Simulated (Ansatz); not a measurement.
ZnO: the change of energy above lowest point with volume scale

Results calculated with Ansatz 0.2.0, not measured. Free energy against uniform scaling of the volume at fixed shape and fractions; periodic cell, basis, potentials, k mesh and filling as listed.

The cell before it is scaled or strained (space group P6_3mc, No. 186):
```
cell vectors (Å)
   3.2493     0.0000     0.0000
  -1.6247     2.8140     0.0000
   0.0000     0.0000     5.2057
atoms (fractions of the cell vectors)
Zn  0.33333  0.66667  0.50000
Zn  0.66667  0.33333  0.00000
O   0.66667  0.33333  0.37901
O   0.33333  0.66667  0.87901
```

Settings of every row: functional PBE; dispersion none; potentials PAW; wave cutoff 500 eV; density cutoff 2000 eV; k mesh 12x12x4; k shift 0x0x0; occupations fixed; smearing width 0 eV; spin none.

| row | volume scale | V (Å³/atom) | energy above lowest point (meV/atom) |
| --- | --- | --- | --- |
| 1 | 0.92 | 10.948 | 76.3 |
| 2 | 0.9467 | 11.265 | 42.7 |
| 3 | 0.9733 | 11.582 | 19.7 |
| 4 | 1 | 11.9 | ? |
| 5 | 1.0267 | 12.217 | 0 |
| 6 | 1.0533 | 12.534 | 1.1 |
| 7 | 1.08 | 12.852 | 8.1 |

Question: what energy above lowest point should row 4 give?

Worked fit of energy above lowest point. Take u = (V_r/V)^(2/3) − 1 with V_r = 11.899 Å³ an atom, which is twice the finite (Eulerian) strain; such expansions in the strain, on which the Birch-Murnaghan equation of state is built, carry the rest volume and the bulk modulus. The shown rows have u = 0.0571, 0.03718, 0.01816, -0.01743, -0.03407, -0.05007. Least squares give energy above lowest point = 5.89 + 543 × u + 11896 × u² + 3333 × u³ meV/atom; a parabola predicts inner rows, each left out in turn, worse (root mean square 0.17 against 0.042 meV/atom). All shown rows lie on it to the printed digit. Its lowest point lies at u = -0.0230, or V = 12.32 Å³ an atom, and the curvature there gives the bulk modulus at fixed shape and fractions, B = (4/9)(1 + u)² E″(u)/V = 129 GPa. Letting shape and atoms relax would as a rule lower it, by much in layered, chain or molecular crystals. The withheld row has u = -6e-05, so the fit gives 5.89 + 543 × (-6e-05) + 11896 × (-6e-05)² + 3333 × (-6e-05)³ = 5.9 meV/atom.

The calculation gave 5.9 meV/atom. The fit meets it to the printed digit.
